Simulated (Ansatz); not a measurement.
Several faces are cut from this relaxed crystal of Os:

```
Os
1.0
     2.75283    0.00000    0.00000
    -1.37642    2.38402    0.00000
     0.00000    0.00000    4.35097
Os
2
Direct
  0.33333 0.66667 0.75000
  0.66667 0.33333 0.25000
```

Miller indices refer to the conventional cell, a = 2.753 Å, b = 2.753 Å, c = 4.351 Å, α = 90.00°, β = 90.00°, γ = 120.00°.

The calculation used DFT PBE, scalar-relativistic, plane waves, PAW (Ansatz). Cutoff 420 eV, Γ-centred meshes, Gaussian smearing of 0.10 eV, no spin polarisation.

All atoms of each slab relax at the bulk's in-plane cell, with a dipole correction; γ is the mean of a slab's two faces. Bonds are neighbours within 10 % of the shortest distances in the bulk.

(1) How do these faces compare: (001); (100); (101)?

Faces whose slabs rebuild by over 0.8 Å, distort in their middle or lose their symmetry through the k mesh, and polar cuts of insulators, are left out. Of the terminations computed for a plane the cheapest is shown; of Os (101) only the dearer one was computed, cut through the narrower spacing.

The slabs are thin, so differences under about 0.05 J/m² or 0.1 eV aren't settled, and faces are 1×1 cells, without the reconstructions that some real ones have. Spin-orbit coupling is left out, which matters for the bands of heavy elements.

Results:

(1) 
```tsv
face	planes	thickness (Å)	area (Å²)	cut bonds per Å²	γ as cut (J/m²)	γ relaxed (J/m²)	work function, top (eV)
(001)	6	10.9	6.56	0.457	3.09	2.96	5.35
(100)	10	10.3	11.98	0.501	3.55	3.41	5.08
(101)	10	10.1	13.66	0.659	4.69	4.15	4.48
```

The order follows the density of bonds that each cut crosses: the fewer, the cheaper the face. The most closely packed face, (001), also has the highest work function: on open faces the electrons smooth out the corrugation, which lowers the surface dipole.

The unrelaxed energies rise almost in proportion to the density of cut bonds, so the cost per bond is nearly the same on all three faces. Their large size reflects osmium's strong cohesion: its partly filled 5d band has mostly bonding states occupied, and cutting neighbours away narrows the local d band and loses part of that bonding energy.

Relaxation recovers little on (001) and (100) but much more on (101), where γ falls from 4.69 to 4.15 J/m². This suggests that the exposed, poorly coordinated atoms of this cut strengthen their remaining bonds by moving towards the layers below, as is common on open metal surfaces. Bond counting thus describes the cost of cleavage better than that of the relaxed surface.

The preference for the basal face (001) over the prism face (100) is clear, but the high energy of (101) belongs to this termination rather than to the plane as such. The equilibrium crystal shape, and any share of (101) facets in it, therefore can't be derived from these values.
